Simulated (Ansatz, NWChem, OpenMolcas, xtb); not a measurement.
## A small benchmark: dipole moment

6 molecules with halogens; the dipole moment in D, computed less measured. Shapes, held fixed at every level: PBE0-D4/def2-TZVP. No vibrational averaging. Dipoles are compared by magnitude; molecules under 1 D, whose direction can flip, are left out. Programs: Ansatz 0.2.0, NWChem 7.3.0, OpenMolcas 26.06, xtb 6.7.1. Measured values: NIST CCCBDB.

Levels: A = GFN1-xTB; B = TPSS/aug-cc-pVDZ; C = r2SCAN-D4/def2-TZVPP; D = B3LYP/6-31G* (spherical functions); E = B3LYP-D4/def2-TZVPP.

```csv
molecule,measured,A,B,C,D,E
CH2Cl2 (dichloromethane),1.60,+0.27,+0.05,+0.06,+0.21,+0.03
CH2F2 (difluoromethane),1.97,+0.44,-0.14,-0.17,-0.28,-0.10
CHBrF2 (bromodifluoromethane),1.50,+0.36,-0.15,-0.14,-0.11,-0.13
SiH3Cl (chlorosilane),1.31,-0.31,+0.01,-0.09,+0.37,-0.06
C2H2F2 (vinylidene fluoride),1.38,+0.25,-0.23,-0.34,-0.43,-0.21
C2H5F (SMILES CCF),1.96,+0.38,-0.11,-0.13,-0.26,-0.09
```

Sum up the errors.


```tsv
level	kind	mean error	mean absolute error	worst case
GFN1-xTB	semi-empirical	+0.232	0.335	CH2F2
TPSS/aug-cc-pVDZ	meta-GGA	-0.095	0.115	C2H2F2
r2SCAN-D4/def2-TZVPP	meta-GGA	-0.135	0.155	C2H2F2
B3LYP/6-31G* (spherical functions)	global hybrid	-0.083	0.277	C2H2F2
B3LYP-D4/def2-TZVPP	global hybrid	-0.093	0.103	C2H2F2
```

On this set B3LYP-D4/def2-TZVPP has the smallest mean absolute error and GFN1-xTB the largest. GFN1-xTB is too high in 5 of 6; TPSS/aug-cc-pVDZ is too low in 4 of 6; r2SCAN-D4/def2-TZVPP is too low in 5 of 6; B3LYP/6-31G* (spherical functions) is too low in 4 of 6; B3LYP-D4/def2-TZVPP is too low in 5 of 6. The levels differ in basis as well as in method. The smallest two are near a tie. Relativity is left out for Br. The set is small.

The small mean error of B3LYP/6-31G* is a cancellation: its dipoles are too large for the two chlorides without fluorine and too small for all four fluorinated molecules. Since a dispersion correction leaves the density unchanged, the contrast with B3LYP-D4/def2-TZVPP at the same geometries is a basis effect. The larger set describes the polarisation of the halogen lone pairs better and reduces the error everywhere except in CHBrF2, where it barely changes.

The fluorinated molecules remain too weakly polar at every DFT level. Missing diffuse functions can't be the whole reason, because TPSS/aug-cc-pVDZ shows the same deficit. In vinylidene fluoride, π donation from fluorine opposes the σ withdrawal, so slightly excessive delocalisation probably lowers the net dipole.

GFN1-xTB exaggerates the polarity of the carbon compounds but underestimates that of SiH3Cl. There the hydridic Si–H bonds oppose the Si–Cl dipole, which suggests an imbalance between these contributions rather than a uniform error in halogen charge.
